Nine valence electrons of BHN, six with spin up and three with spin down, form eighteen pairs of opposite spin. Taking one spin-down electron away leaves twelve such pairs, so a third of them are gone. Pairs of equal spin fall only from eighteen to sixteen, a loss of one ninth. This is the ionisation studied here, from the quartet molecule to the quintet cation with the atoms held fixed. Another spin state lies lower, so the gap is not the ionisation energy of the ground state.

The count matters because electrons avoid one another, and this correlation lowers the energy pair by pair. It works most strongly between opposite spins, since the Pauli principle already keeps equal spins apart. The molecule has more pairs than the cation and so gains more from correlation. A method that leaves correlation out therefore puts the molecule too high relative to the cation, and the gap comes out too small.

Errors in the vertical gap from quartet BHN to quintet BHN⁺ at the PBE0/def2-TZVP geometry, computed with Ansatz 0.2.0 and the in-house program AFQMC afq 1 from UHF determinants with frozen cores. The basis is cc-pVDZ, except that CBS marks the def2-TZVPP/QZVPP limit. The best estimate is CCSD(T)/CBS plus the step from CCSD(T) to CCSDT(Q) in cc-pVDZ.

| level | this level less the best estimate at the basis limit (meV) | statistical noise, one standard error (meV) |
| --- | --- | --- |
| HF | -1974.0 | 0.00 |
| MP2 | -598.0 | 0.00 |
| CCSD | -578.0 | 0.00 |
| CCSD(T) | -507.0 | 0.00 |
| CCSDT | -495.0 | 0.00 |
| CCSDT(Q) | -487.0 | 0.00 |
| ph-AFQMC/HF | -493.0 | 53.00 |
| ph-AFQMC/CISD | -478.0 | 10.00 |
| released AFQMC | -490.0 | 19.00 |
| free AFQMC | -478.0 | 22.00 |
| HF/CBS | -1928.0 | 0.00 |
| MP2/CBS | -94.0 | 0.00 |
| CCSD(T)/CBS | -20.0 | 0.00 |

The size of the effect can be estimated from data on the molecule alone. In MP2, the simplest correlated level here, opposite-spin pairs lower the molecule by 3.32 eV and equal-spin pairs by 1.19 eV. A third of the first plus a ninth of the second gives 1.24 eV as the correlation contribution to the gap. The difference between the MP2 and HF rows in the small basis, cc-pVDZ, is 1.38 eV. The count gets within about a tenth, although it treats all pairs of a kind as equal, while two electrons in one orbital correlate more strongly than two far apart.

The basis adds a second shortfall of the same sign. Where two electrons of opposite spin meet, the exact wave function has a cusp, which products of smooth orbitals imitate only slowly as the basis grows. A small basis also has few functions of high angular momentum, which help electrons to avoid each other at moderate distances. Hartree–Fock has no such cusp to describe, and its gap moves by only 0.05 eV between cc-pVDZ and the basis limit, marked CBS. The MP2 gap moves by 0.50 eV. The molecule, with more pairs, again suffers more than the cation.

The basis error can be split into these two parts. At the limit, correlation adds 1.93 eV to the gap; in cc-pVDZ, CCSDT(Q) finds 1.49 eV, about three quarters of it. The lost quarter, 0.44 eV, together with the small step of Hartree–Fock itself, makes roughly half an electronvolt. That is the price of the small basis for a method that otherwise treats correlation well.

A rule follows that puts a price on each of three faults:

$$\Delta \approx -(1.95\,h + 0.5\,s + 0.1\,m)\ \text{eV}$$

Here $\Delta$ is the error of the gap against the best estimate at the basis limit. Set $h=1$ for Hartree–Fock, $s=1$ for a correlated method in cc-pVDZ, and $m=1$ for MP2 or CCSD; otherwise each is zero. The constants are rounded from a least-squares fit to the nine rows without statistical noise.

Take CCSD in cc-pVDZ. It pays for the small basis and for its incomplete correlation, so the error should be $-0.5-0.1=-0.6$ eV. Added to the best estimate of 12.12 eV, this negative error gives a gap of 11.52 eV, against 11.54 eV computed. For this ionisation, the rule can also be read backwards, as a correction of 0.6 eV to be added to the CCSD gap in cc-pVDZ.

Hartree–Fock at the basis limit pays only the first price, 1.95 eV. The estimate is a gap of 10.17 eV, and the calculation gives 10.19 eV. A better basis hardly helps here, because what fails is the treatment of correlation. Both worked rows were part of the fit, so they illustrate the rule and do not test it.

Over the whole table the rule misses by at most 24 meV, as the printed output shows. That is enough to choose a level of theory, but too coarse to rank CCSD(T), CCSDT, CCSDT(Q) and the Monte Carlo (AFQMC) rows in the small basis. The rule gives all of these the same error. The Monte Carlo rows were not fitted, yet their agreement is a weak test, because the reference was accepted only if CCSDT(Q) and released AFQMC lay close together. For the molecule, the run behind ph-AFQMC/HF also drifted by about three standard errors.

The smallest price, that of MP2 and CCSD, has the least general meaning. Compared with CCSDT(Q), MP2 lies 0.82 eV too high for the molecule and, as the gaps imply, 0.71 eV too high for the cation, so most of its error cancels. CCSD is too high by only 0.18 and 0.09 eV, with less cancellation. The two methods end up with nearly equal gap errors for different reasons, and another molecule may separate them.

For a neighbouring ionisation, then, the reasoning should carry over better than the constants, though this table cannot test it. Count the opposite-spin pairs that disappear, estimate the correlation they carried, and expect cc-pVDZ to lose a sizeable part of it. The quarter found here comes from a single gap. If the upper state is diffuse, which has not been tested, the basis could matter in a further way that pair counting does not cover. The orbital state and spin purity of the cation were not checked here either.

Printed output of the fit:

```
fit of row_error on 9 rows (row_noise == 0): coefficient of nocorr -1951 +/- 12, coefficient of small -495.9 +/- 9.2, coefficient of low -92.73 +/- 12; rms 14.4, worst HF 23, leave-one-out rms 24.8
  rows outside the fit (model, value, miss): ph-AFQMC/HF -495.9, -493, -2.91; ph-AFQMC/CISD -495.9, -478, -17.9; released AFQMC -495.9, -490, -5.91; free AFQMC -495.9, -478, -17.9
Hand rule and shares rule:
             row  error meV  hand rule meV  hand less computed meV  shares rule meV  gap by hand eV  gap computed eV
              HF      -1974          -1950                      24            -1928           10.17            10.14
             MP2       -598           -600                      -2             -532           11.52            11.52
            CCSD       -578           -600                     -22             -532           11.52            11.54
         CCSD(T)       -507           -500                       7             -441           11.62            11.61
           CCSDT       -495           -500                      -5             -441           11.62            11.62
        CCSDT(Q)       -487           -500                     -13             -441           11.62            11.63
     ph-AFQMC/HF       -493           -500                      -7             -441           11.62            11.62
   ph-AFQMC/CISD       -478           -500                     -22             -441           11.62            11.64
  released AFQMC       -490           -500                     -10             -441           11.62            11.63
      free AFQMC       -478           -500                     -22             -441           11.62            11.64
          HF/CBS      -1928          -1950                     -22            -1928           10.17            10.19
         MP2/CBS        -94           -100                      -6             -118           12.02            12.02
     CCSD(T)/CBS        -20              0                      20                0           12.12             12.1
Largest miss of the hand rule, meV: 24
Root mean square miss of the hand rule, meV: 16.04
Largest miss of the shares rule, meV: 66
Largest miss of the hand rule on AFQMC rows, in standard errors: 2.2
Basis step of the HF gap, cc-pVDZ to limit, meV: 46
Basis step of the MP2 gap, meV: 504
Basis step of the CCSD(T) gap, meV: 487
Correlation contribution to the gap in cc-pVDZ, CCSDT(Q) less HF, meV: 1487
Share of the limit contribution caught in cc-pVDZ, percent: 77.13
MP2 contribution to the gap from counting pairs, meV: 1240
MP2 contribution to the gap in the table, cc-pVDZ, meV: 1376
MP2 above CCSDT(Q), neutral, meV: 821.1
MP2 above CCSDT(Q), cation as implied by the gaps, meV: 710.1
CCSD above CCSDT(Q), neutral, meV: 177
CCSD above CCSDT(Q), cation as implied by the gaps, meV: 85.99
```
